**Question**

In a stiff, covalently bonded solid, one per cent of strain calls up several gigapascals of stress but costs only a few thousandths of an electronvolt per atom. The table follows a hypothetical crystal of flat triangular boron sheets, not boron's stable form, in a local-density calculation. It is strained along one direction in the sheets, $y$, while its other lengths are held. Positive strain means stretching, positive stress means tension, and positive pressure means compression.

Boron, one atom per cell, P6/mmm, a = 1.702 Å, c = 3.635 Å, 9.12 Å³ per atom, not relaxed at this level. Ansatz 0.2.0, plane-wave PAW, scalar-relativistic LDA without spin polarisation, cutoff 420 eV, k mesh 33×33×14, Gaussian smearing 0.15 eV. The strain is along y at fixed fractional coordinates, and energies are free energies relative to the unstrained cell.

```csv
strain,energy change (meV/atom),tensile stress along pattern (GPa),pressure (GPa)
-0.04,25.6,-28.05,9.59
-0.03,12.2,-19.12,6.11
-0.02,3.7,-10.82,2.85
-0.01,-0.2,-3.17,-0.18
0,0.0,3.88,-3.02
0.01,4.1,10.29,-5.66
0.02,11.6,15.81,-8.05
0.03,21.9,20.17,-10.17
0.04,34.4,23.58,-12.01
```

1. At 4 % strain, which costs more energy, stretching or squeezing? Which gives the larger stress?
2. How can both answers be true, and what would change if the cell were relaxed first?
3. The energy at strain −0.01 is below that of the start, and the pressure there is almost zero. Is this the equilibrium crystal?
4. How stiff is the crystal along $y$, and which digits can be trusted?
5. Why does the stiffness fall on stretching, and does the table give a strength?
6. What would change if the sides were free, or if the strain ran across the sheets?

**Model answer**

**1.** Stretching costs more energy, 34.4 against 25.6 meV per atom. Squeezing gives the larger stress, 28.05 GPa in size against 23.58 GPa.

**2.** The crystal is already under tension at zero strain, so squeezing at first releases energy and stretching has to work against a pull from the outset. With the sides held, the end faces keep their area. Force times distance then gives the work per atom for a small strain step $d\varepsilon$,

$$dE = V_0\,\sigma\,d\varepsilon ,$$

where $V_0$ is the starting volume per atom and $\sigma$ the stress along $y$. The starting tension alone therefore contributes, at 4 % stretch,

$$\frac{9.12\ \text{Å}^3 \times 3.88\ \text{GPa} \times 0.04}{160.2\ \text{GPa Å}^3/\text{eV}} \approx 8.8\ \text{meV}.$$

Taking this from the stretched side leaves about 25.6 meV. Adding it back on the squeezed side gives about 34.4 meV, so the order is reversed. That the two numbers swap almost exactly is a coincidence of these rows. In a cell relaxed beforehand this term would vanish, and squeezing is then expected to be the dearer direction; no such run was made.

**3.** No. The stress along $y$ passes smoothly through zero near strain −0.0055, and that is the energy minimum for this one direction. At −0.01 the crystal is already squeezed along $y$ by 3.17 GPa, while it is still under tension in the other two directions. Pressure is an average over the three directions, so these stresses nearly cancel. Equilibrium requires each of them to vanish separately.

**4.** The stresses on either side of zero strain give a stiffness of about 673 GPa, with half a gigapascal of uncertainty from rounding. The energies of the same rows give 685 GPa, but rounding alone can shift that by some 18 GPa, because a small curvature is taken from energies printed to a tenth of a meV. The unrounded free energies of the run give 676 GPa, so most of the gap was rounding and the two routes agree. The energies extrapolated to zero smearing give 682 GPa, so the third digit already depends on the smearing. Even so, "about 670 GPa" is enough, since the stiffness changes noticeably within one per cent of strain: this value belongs to the tensed start, and the step from −0.01 to 0, which holds the energy minimum, has a slope of 705 GPa. The agreement says nothing about accuracy: the local-density run used PAW datasets made for another functional, PBE, and the effect of this on the stresses is untested.

**5.** The slope of the stress falls at every step, by a factor of 2.6 from the first interval to the last. Two of each atom's six bonds lie across the strain and keep their length; the other four grow from 1.65 to 1.75 Å over the scan. Up to +0.01 the slope drops evenly, by about 63 GPa per step, as expected when repulsion rises steeply on approach and the bonding pull weakens as orbital overlap is lost. Beyond that it drops by 89 to 116 GPa per step while the tension along $x$ starts to climb faster, which weakening bonds alone would not give. The crystal is a metal, with no gap in any row, so a shift of electrons between bands is a possible cause, but the run does not show it. The stress is still rising at the last row, so the table contains no maximum from which to read an ideal strength.

**6.** Stretching along $y$ also raises the tension along $x$, at roughly a quarter of the rate near zero strain but at about 0.6 of it in the last step. The slanted bonds pull partly sideways, which gives the sign. Their pull alone, however, would be expected to make the sideways slope fall with the other, whereas it grows from 153 to 207 GPa between the first and the last stretching step. If the sides were free, the crystal would respond by contracting along $x$, which relieves some of the load, so the computed stiffness would be lower. The tension across the sheets hardly changes, since the bonds lie flat and the next sheet is 3.6 Å away. A scan across the sheets would leave every bond within them at its length and test only the hold between neighbouring sheets. In graphite, which is built in the same layered way, that direction is far softer.

**Remarks on the reasoning**

The decisive step is to ask where the zero of strain lies before reading an asymmetry. A comparison at equal distances from the minimum confirms the result: strain −0.04 costs more than its mirror image near +0.029, where the energy is only about 21 meV. The work relation, summed over the computed stresses, reproduces all the energies to within 0.25 meV per atom, as the output after this text shows. This proves that stresses and energies are consistent, not that the local-density values match nature.

All rows, the squeezed ones most, need one more caution. With one atom in the cell the sheets must stay flat, whereas isolated triangular boron sheets tend to buckle, so the flat start may itself be a saddle and a real sheet might escape compression more cheaply. The source of the starting tension is open; if the cell came from a gradient-corrected functional, the shorter bonds favoured by the local-density approximation would be a natural guess.

The analysis program printed:

```
Along the scan:
    row  stress slope from row before (GPa)  energy from stress (meV/atom)  four slanted bonds (A)  tension xx (GPa)  tension zz (GPa)
  -0.04                                 n/a                          25.73                   1.651            -2.401             1.672
  -0.03                                 893                           12.3                   1.664            -0.772             1.576
  -0.02                                 830                           3.78                   1.677             0.805             1.466
  -0.01                                 765                        -0.2021                   1.689             2.364             1.365
    0.0                                 705                              0                   1.702             3.879             1.297
   0.01                                 641                          4.033                   1.715             5.408             1.263
   0.02                                 552                          11.46                   1.728             7.094             1.259
   0.03                                 436                           21.7                    1.74             9.025             1.302
   0.04                                 341                          34.15                   1.753              11.1             1.361
Energy at +0.04 less energy at -0.04 (meV/atom): 8.8
Stress size at -0.04 over that at +0.04: 1.19
Strain where stress along the pattern vanishes: -0.005504
Energy there from the stress (meV/atom): -0.6078
Linear energy term of the starting tension at +0.04 (meV/atom): 8.834
Energy at +0.04 without the linear term (meV/atom): 25.57
Energy at -0.04 without the linear term (meV/atom): 34.43
Strain as far above the minimum as -0.04 is below it: 0.02899
Energy at that mirrored strain, interpolated (meV/atom): 20.86
Stiffness from stresses at -0.01 and +0.01 (GPa): 673
Its largest rounding error (GPa): 0.5
Stiffness from energies at -0.01, 0 and +0.01 (GPa): 685.1
Its largest rounding error (GPa) from energies: 17.57
First stress slope over last stress slope: 2.619
Slope of tension xx between -0.01 and +0.01 (GPa): 152.2
Slope of tension zz between -0.01 and +0.01 (GPa): -5.1
Strain where the pressure vanishes: -0.01059
Change of the slanted bonds at +0.04 (percent): 3.015
Largest gap between energy from stress and table (meV/atom): 0.2465
```
